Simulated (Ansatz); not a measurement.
# InNH2F2 (SMILES [NH2][In]([F])[F]): methods side by side

The species is InNH2F2 (6 atoms), meant as a singlet with charge 0. SMILES: `[NH2][In]([F])[F]`. Geometry: optimised at r2SCAN/def2-SVP.

```
atom    x (Å)    y (Å)    z (Å)
   N  -0.2494   1.1735  -0.3057
  In   0.2675  -0.7538   0.0392
   F   1.8827  -1.2833   1.0001
   F  -0.6316  -2.2775  -0.7868
   H   0.0266   1.7917   0.4585
   H  -1.2537   1.2854  -0.4514
```

Each level gives the dissociation energy of the H5–N1 bond into doublet H and doublet InNHF2 (shapes relaxed at r2SCAN/def2-SVP, no zero-point term) (eV). The values are calculated.

```tsv
level	kind	program	value (eV)	CPU time (all runs)
HF/def2-SVP (core potential)	Hartree–Fock	Ansatz	3.78	2.3 s
SVWN5/def2-SVP (core potential)	LDA	Ansatz	5.60	2.2 s
BLYP/def2-SVP (core potential)	GGA	Ansatz	4.79	4 s
PBE/def2-SVP (core potential)	GGA	Ansatz	4.88	4.1 s
r2SCAN/def2-SVP (core potential)	meta-GGA	Ansatz	4.84	9.6 s
B3LYP/def2-SVP (core potential)	global hybrid	Ansatz	4.90	5.6 s
CAM-B3LYP/def2-SVP (core potential)	range-separated hybrid	Ansatz	4.99	6.4 s
B2PLYP/def2-SVP (core potential)	double hybrid	Ansatz	4.94	8.1 s
RPA@PBE/def2-SVP (core potential)	RPA	Ansatz	4.76	7.7 s
```

Spin-orbit coupling, which can split open shells on such heavy atoms by tenths of an eV, is left out. The values span 3.78 to 5.60 eV. Hartree–Fock misses the correlation of the electron pair that is broken and comes out low. Measured bond enthalpies also hold zero-point and thermal terms, a few tenths of an eV less. CPU times are rough (shared hosts, several kinds of processor): they show what a rung costs within a factor of a few.

Apart from Hartree–Fock and the local density approximation, the methods agree on a strong N–H bond, with values from 4.76 to 4.99 eV. This fits homolysis of a polar covalent bond between nitrogen and hydrogen, with indium acting only as a substituent. The unpaired electron left behind probably sits mainly in a nitrogen 2p orbital. Indium(III) has a filled 4d shell and offers only weak π overlap, so it can do little to stabilise the radical by delocalisation.

The local density value of 5.60 eV is the usual overbinding, probably because a local functional describes the separated fragments, the hydrogen atom above all, worse than the intact molecule. The step from BLYP to B3LYP raises the energy slightly, yet Hartree–Fock lies lowest, so the result doesn't follow the share of exact exchange alone. The close agreement of the other methods supports the approximate bond strength but not a ranking of their accuracy, since they share a small basis in which the correlation parts of B2PLYP and RPA are far from converged.
